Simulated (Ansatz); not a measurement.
# Ti: free energy error per atom against smearing width

Results calculated with Ansatz 0.2.0, not measured. Plane-wave density functional theory, scalar-relativistic PAW datasets made under PBE, Gamma-centred meshes; one setting moves on a fixed relaxed cell, energies count from the zero-width extrapolation of the reference run, pressure is Pulay-corrected at fixed cutoff and positive in compression.

Structure of every row (space group P6_3/mmc, No. 194):
```
Ti
1.0
      2.9359     0.0000     0.0000
     -1.4679     2.5425     0.0000
      0.0000     0.0000     4.6416
Ti
2
Direct
  0.33333 0.66667 0.25000
  0.66667 0.33333 0.75000
```

Settings of every row: spin polarised no; functional r2SCAN; wave cutoff 500 eV; k mesh 12x12x7; smearing method gaussian; reference k mesh 12x12x7; reference smearing width 0.1 eV; reference wave cutoff 500 eV; reference smearing method fermi_dirac; swept setting smearing; valence electrons per atom 12.

Atom starting moment: 0 on all atoms.

Limits: settings are moved on purpose, so some rows are far from converged.

| row | smearing width (eV) | free energy error per atom (meV) | zero smearing energy error per atom (meV) | pressure (GPa) |
| --- | --- | --- | --- | --- |
| 1 | 0.01 | -0.68 | -0.64 | -0.17 |
| 2 | 0.03 | -1.01 | -0.69 | -0.13 |
| 3 | 0.1 | -3.22 | -1.06 | -0.11 |
| 4 | 0.2 | ? | ? | ? |
| 5 | 0.3 | -21.64 | 0.45 | 0.06 |

Question: what free energy error per atom should row 4 give?

Worked fit of free energy error per atom. Smearing changes a smooth quantity, to lowest order, with the square of the width, so take w² in eV². The shown rows have w² = 0.0001, 0.0009, 0.01, 0.09. Their means are 0.02525 and -6.638 meV; the sums about the means are S_tt = 0.005651 and S_ty = -1.31, whose ratio is the slope. Least squares give free energy error per atom = −0.782 − 231.9 × w² meV. The rows lie off it by 0.13, -0.02, -0.12, 0.01 (root mean square 0.089 meV). The constant, -0.782 meV, estimates the value at zero width. The withheld row has w² = 0.04, so the fit gives −0.782 − 231.9 × (0.04) = -10.06 meV.

The calculation gave -9.8 meV. The fit lies 0.26 meV (2.7 % of the value, 1.2 % of the column's range) below it; its largest miss of a shown row is 0.13 meV.

The other values of row 4: zero smearing energy error per atom -0.73 meV; pressure -0.07 GPa.
